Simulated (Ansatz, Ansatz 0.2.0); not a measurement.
# Blind prediction of the formation enthalpy of Al₃Sc with PBE

## Reference data

The quantity is the enthalpy of formation of Al₃Sc from solid aluminium and scandium at room temperature, per atom. The experimental method is not given with the value. For intermetallics of this kind the usual route is calorimetry: either the heat released when the elements react is measured directly, or compound and elements are dissolved in the same bath and the heats of solution subtracted. Incomplete reaction, oxidised scandium and traces of neighbouring Al–Sc phases are the typical sources of error in such work. This note is a blind prediction: the measured result stays closed to me until I have committed to an estimate, and the comparison follows after that.

## Method

I aim to predict the formation enthalpy to within 0.05 eV/atom. That is roughly the disagreement one must allow between calorimetric studies of transition-metal aluminides, and it is small enough to expose a functional that misjudges the Al–Sc bond.

The model is the ordered L1₂ crystal with four atoms in the cell, relaxed, against the relaxed elements. The starting lattice constant of 4.088 Å comes from earlier theory, so it gives no experimental test of the volume. The calculation yields static energies; zero-point and thermal terms largely cancel between compound and elements, leaving a correction of roughly 0.01 eV/atom.

I base the prediction on PBE, which generally serves well for formation energies between metals. LDA costs about as much but tends to overbind, so I use it only to test mesh and cutoff, not to set the estimate. A meta-GGA result will then show how much depends on the functional.

System: Al3Sc, L12 ordered cubic; Pm-3m (No. 221), 4 atoms in the primitive cell; the database structure is a structure relaxed by earlier theory, not a measurement: a = 4.088 Å; structure from the Materials Project.

## 1. PBE for compound and elements

I start with the level that is to carry the estimate. Al₃Sc is a strongly bound aluminide, and I expect a clearly negative enthalpy, of the order of a few tenths of an eV per atom.

**Run 1.** Ansatz 0.2.0: PBE, compound and elements relaxed, PAW set soft_2, cutoff 420 eV, 10x10x10 k mesh, Gaussian smearing 0.1 eV.

Key lines of the input:
```
crystal:
  # lattice and atoms
kpoints:
  mp_grid: { grid: [10, 10, 10] }
hamiltonian:
  xc: pbe
scf:
  occupations: { method: gaussian, width: 0.1 }
output:
  forces: true
  stress: true
basis:
  ecutwfc: 420.0
relax:
  adjacent_minimum: "off"
  f_tol: 0.005
  max_steps: 60
  cell: { stress_tol: 0.03 }
```

Command:
```
ansatz run input.yaml --threads 4 --pin off --max-ram 8192MiB --backend cpu --events-out ev --progress --plain --runs-dir out
```

Selected lines of the output:
```
[ScAl3, 4 atoms, space group Pm-3m, 10x10x10 mesh] E sigma→0 (E₀):  -3750.132570 eV
[Sc, 2 atoms, space group P6_3/mmc, 15x15x8 mesh] E sigma→0 (E₀):  -4271.617471 eV
[Al, 1 atoms, space group Fm-3m, 16x16x16 mesh] E sigma→0 (E₀):  -537.508128 eV
```

Converged; 13 s on 4 cores of Arm Neoverse V1, shared host.

| quantity | run 1 |
| --- | --- |
| ΔH per atom (eV/atom) | −0.4499 |
| ΔH per mole of formula units (kJ/mol) | −173.6 |
| conventional cell volume (Å³) | 69.19 |

PBE gives −0.450 eV/atom, clearly exothermic and of the size I expected. This small number is what remains after subtracting total energies of thousands of eV, so it depends on errors of basis and k sampling cancelling between the compound and the two metals. The relaxed cell is about 1 % larger in volume than the starting one, which says nothing about accuracy, since that cell was itself computed.

## 2. Mesh and cutoff tested in LDA

I now test that cancellation with three LDA calculations: one at the mesh and cutoff of the PBE run, one with a denser mesh, and one with a higher cutoff. The potential set and the smearing stay the same. Strictly, the result holds for LDA; I carry it over to PBE only as an indication, because sampling of the Fermi surface and basis demands should be similar in the two. I expect shifts of a few meV/atom at most, and an LDA enthalpy somewhat more negative than the PBE one.

**Run 2.** Ansatz 0.2.0: LDA, compound and elements relaxed, PAW set soft_2, cutoff 420 eV, 10x10x10 k mesh, Gaussian smearing 0.1 eV.

Key lines of the input, as changed from run 1:
```diff
  hamiltonian:
-   xc: pbe
+   xc: lda
```

Selected lines of the output:
```
[ScAl3, 4 atoms, space group Pm-3m, 10x10x10 mesh] E sigma→0 (E₀):  -3629.643214 eV
[Sc, 2 atoms, space group P6_3/mmc, 15x15x8 mesh] E sigma→0 (E₀):  -4178.029706 eV
[Al, 1 atoms, space group Fm-3m, 16x16x16 mesh] E sigma→0 (E₀):  -512.883526 eV
```

Converged; 14 s, same machine.

**Run 3.** Ansatz 0.2.0: LDA, compound and elements relaxed, PAW set soft_2, cutoff 420 eV, 12x12x12 k mesh, Gaussian smearing 0.1 eV.

Key lines of the input, as changed from run 2:
```diff
  kpoints:
-   mp_grid: { grid: [10, 10, 10] }
+   mp_grid: { grid: [12, 12, 12] }
```

Selected lines of the output:
```
[ScAl3, 4 atoms, space group Pm-3m, 12x12x12 mesh] E sigma→0 (E₀):  -3629.643665 eV
[Sc, 2 atoms, space group P6_3/mmc, 18x18x10 mesh] E sigma→0 (E₀):  -4178.028391 eV
[Al, 1 atoms, space group Fm-3m, 22x22x22 mesh] E sigma→0 (E₀):  -512.879482 eV
```

Converged; 22 s, same machine.

**Run 4.** Ansatz 0.2.0: LDA, compound and elements relaxed, PAW set soft_2, cutoff 570 eV, 10x10x10 k mesh, Gaussian smearing 0.1 eV.

Key lines of the input, as changed from run 2:
```diff
  basis:
-   ecutwfc: 420.0
+   ecutwfc: 570.0
```

Selected lines of the output:
```
[ScAl3, 4 atoms, space group Pm-3m, 10x10x10 mesh] E sigma→0 (E₀):  -3629.645258 eV
[Sc, 2 atoms, space group P6_3/mmc, 15x15x8 mesh] E sigma→0 (E₀):  -4178.030546 eV
[Al, 1 atoms, space group Fm-3m, 16x16x16 mesh] E sigma→0 (E₀):  -512.884089 eV
```

Converged; 20 s, same machine.

| quantity | run 2 | run 3 | run 4 |
| --- | --- | --- | --- |
| ΔH per atom (eV/atom) | −0.4944 | −0.4978 | −0.4944 |
| ΔH per mole of formula units (kJ/mol) | −190.8 | −192.1 | −190.8 |
| conventional cell volume (Å³) | 65.53 | 65.57 | 65.51 |

Raising the cutoff leaves the LDA enthalpy unchanged at the printed precision, although the total energies themselves drop slightly: the basis error cancels as hoped. The denser mesh makes the enthalpy more negative by about 0.003 eV/atom. Most of that comes from aluminium, whose energy rises by about 4 meV per atom, while the compound hardly moves. Both shifts are small beside my target of 0.05 eV/atom. They are measured for LDA, and I take them as a guide to the size of the error in PBE, not as a correction to it.

At equal settings LDA binds the compound more strongly than PBE by about 0.045 eV/atom, in the direction I expected. The choice of functional therefore matters over ten times as much as the mesh, and uses up nearly the whole of the target.

## 3. r2SCAN as the neighbouring level

With mesh and cutoff checked in LDA, I set r2SCAN beside PBE. Meta-GGAs of this family tend to make compounds of transition metals more exothermic than PBE does, so I expect a value below −0.45 eV/atom. The run uses a higher cutoff than the PBE one, which by the LDA test should not matter at this scale.

**Run 5.** Ansatz 0.2.0: r2SCAN, compound and elements relaxed, PAW set soft_2, cutoff 520 eV, 10x10x10 k mesh, Gaussian smearing 0.1 eV.

Key lines of the input, as changed from run 1:
```diff
  hamiltonian:
-   xc: pbe
+   xc: r2scan
  basis:
-   ecutwfc: 420.0
+   ecutwfc: 520.0
```

Selected lines of the output:
```
[ScAl3, 4 atoms, space group Pm-3m, 10x10x10 mesh] E sigma→0 (E₀):  -3763.767629 eV
[Sc, 2 atoms, space group P6_3/mmc, 15x15x8 mesh] E sigma→0 (E₀):  -4281.142797 eV
[Al, 1 atoms, space group Fm-3m, 16x16x16 mesh] E sigma→0 (E₀):  -540.416059 eV
```

Converged; 26 s, same machine.

| quantity | run 5 |
| --- | --- |
| ΔH per atom (eV/atom) | −0.4870 |
| ΔH per mole of formula units (kJ/mol) | −188.0 |
| conventional cell volume (Å³) | 68.19 |

r2SCAN gives −0.487 eV/atom, more exothermic than PBE by 0.0371 eV/atom, in the direction I expected. It lies between PBE and LDA, close to the latter, and its cell volume also falls between theirs. The step from PBE to r2SCAN is about ten times the mesh shift found in LDA, so the functional, not the sampling, dominates the uncertainty of the prediction.

The two levels differ by less than my target of 0.05 eV/atom, though not by much less. Another functional would add one more opinion without telling me which of these is right, so I end the calculations here.

## Prediction

My estimate for the enthalpy of formation of Al₃Sc at room temperature is **−0.45 ± 0.06 eV/atom**.

The central value is the PBE result, the level I chose at the outset, rounded and otherwise uncorrected. r2SCAN and LDA both give more exothermic values, by 0.037 and 0.045 eV/atom, but their agreement with each other does not show that PBE is wrong, so I have not moved the estimate towards them.

The error bar covers that spread and the usual error of PBE for intermetallics, roughly 0.05 eV/atom. It also allows roughly 0.01 eV/atom for the zero-point and thermal terms left out, and for the mesh shift of 0.003 eV/atom seen in LDA. At 0.06 eV/atom it is slightly wider than my target of 0.05, so the calculations alone do not guarantee that the target is met.

## Measured values

Source: "A Combined Experimental and First-Principles Based Assessment of Finite-Temperature Thermodynamic Properties of Intermetallic Al3Sc" (2021, PubMed Central 8067998).

| compared with | measured | source's wording or label | T (K) | method |
| --- | --- | --- | --- | --- |
| ΔH per atom (eV/atom) | −0.451 | from elements at 300 K, per atom | room temperature | method not stated |

Conditions are those given with the value in the passage it was taken from; "not stated" means there, and the paper may say more elsewhere. The values are a selection: others may have been left out beforehand as unlike or outlying.

## Comparison with experiment

| run | settings | ΔH per atom (eV/atom) | deviation | cost |
| --- | --- | --- | --- | --- |
| 1 | PBE, cutoff 420 eV, 10x10x10 k mesh | −0.4499 | +0.0011 (+0.3 %) | under 1 core-min |
| 2 | LDA, cutoff 420 eV, 10x10x10 k mesh | −0.4944 | −0.0434 (−9.6 %) | under 1 core-min |
| 3 | LDA, cutoff 420 eV, 12x12x12 k mesh | −0.4978 | −0.0468 (−10.4 %) | 86 core-s |
| 4 | LDA, cutoff 570 eV, 10x10x10 k mesh | −0.4944 | −0.0434 (−9.6 %) | 79 core-s |
| 5 | r2SCAN, cutoff 520 eV, 10x10x10 k mesh | −0.4870 | −0.0360 (−8.0 %) | 1.7 core-min |
|  | measured | −0.451 |  |  |

Further runs on the same system, made beside this series (convergence steps with loose settings among them):

| further | settings | ΔH per atom (eV/atom) | deviation | cost |
| --- | --- | --- | --- | --- |
| F1 | r2SCAN+rVV10, compound and elements relaxed, cutoff 520 eV, 10x10x10 k mesh | −0.4911 | −0.0401 (−8.9 %) | 2.4 core-min |
| F2 | PBEsol+D3(BJ), compound and elements relaxed, cutoff 420 eV, 10x10x10 k mesh | −0.4928 | −0.0418 (−9.3 %) | 64 core-s |
| F3 | PBEsol, compound and elements relaxed, cutoff 420 eV, 10x10x10 k mesh | −0.4686 | −0.0176 (−3.9 %) | under 1 core-min |
| F4 | BLYP, compound and elements relaxed, cutoff 420 eV, 10x10x10 k mesh | −0.4581 | −0.0071 (−1.6 %) | 64 core-s |
| F5 | LDA, compound and elements relaxed, cutoff 420 eV, 6x6x6 k mesh | −0.5086 | −0.0576 (−12.8 %) | under 1 core-min |
| F6 | LDA, compound and elements in their database cells, cutoff 420 eV, 10x10x10 k mesh | −0.5058 | −0.0548 (−12.1 %) | under 1 core-min |
|  | measured | −0.451 |  |  |

## Discussion

The committed estimate of −0.45 ± 0.06 eV/atom meets the target of 0.05 eV/atom. The PBE run behind it gives −0.4499 against a measured −0.451, at a cost of under one core-minute.

The difference of 0.001 eV/atom is closer than the method can claim. The omitted zero-point and thermal terms, roughly 0.01 eV/atom and of unknown sign here, are larger, and so is the mesh shift of 0.003 found in LDA. So close a match may therefore owe something to a chance cancellation of errors. That PBE lands near the measurement is still reasonable, since GGAs usually stay close to calorimetry for compounds of metals alone.

r2SCAN is too exothermic by 0.036 eV/atom, in line with the known overbinding of such compounds by meta-GGAs. LDA errs the same way by 0.047 on its densest mesh, a narrow pass. As both also meet the target, this one value does not firmly rank the functionals. BLYP comes within 0.007, which I would not take as a recommendation for metals.

The mesh mattered more than the cutoff. Raising the cutoff left the LDA enthalpy unchanged, whereas a coarse 6×6×6 mesh shifts it by 0.014 eV/atom and takes it outside the target. Both tests were made in LDA, so the convergence of the PBE value itself is inferred, not shown in this report. The same tests in PBE would cost about as much and would bear directly on the estimate, which makes them the better choice.

The reference is a literature value at 300 K whose method is not given with it. It may come from calorimetry or from a thermodynamic assessment, another reason to read nothing into the last few meV.

[Logs are printed without paths, hosts, clocks, repeated set-up lines and the standing remarks that a program may print on its own settings, such as how far it seeks lower states.]

[The runs shown are a pick from a larger set of finished runs; failed, doubtful and other runs were left out of it ahead of writing. So were measured values far from every level or from commonly accepted values, and agreement can look better than it is. Lines of input and output are excerpts and may be shortened.]
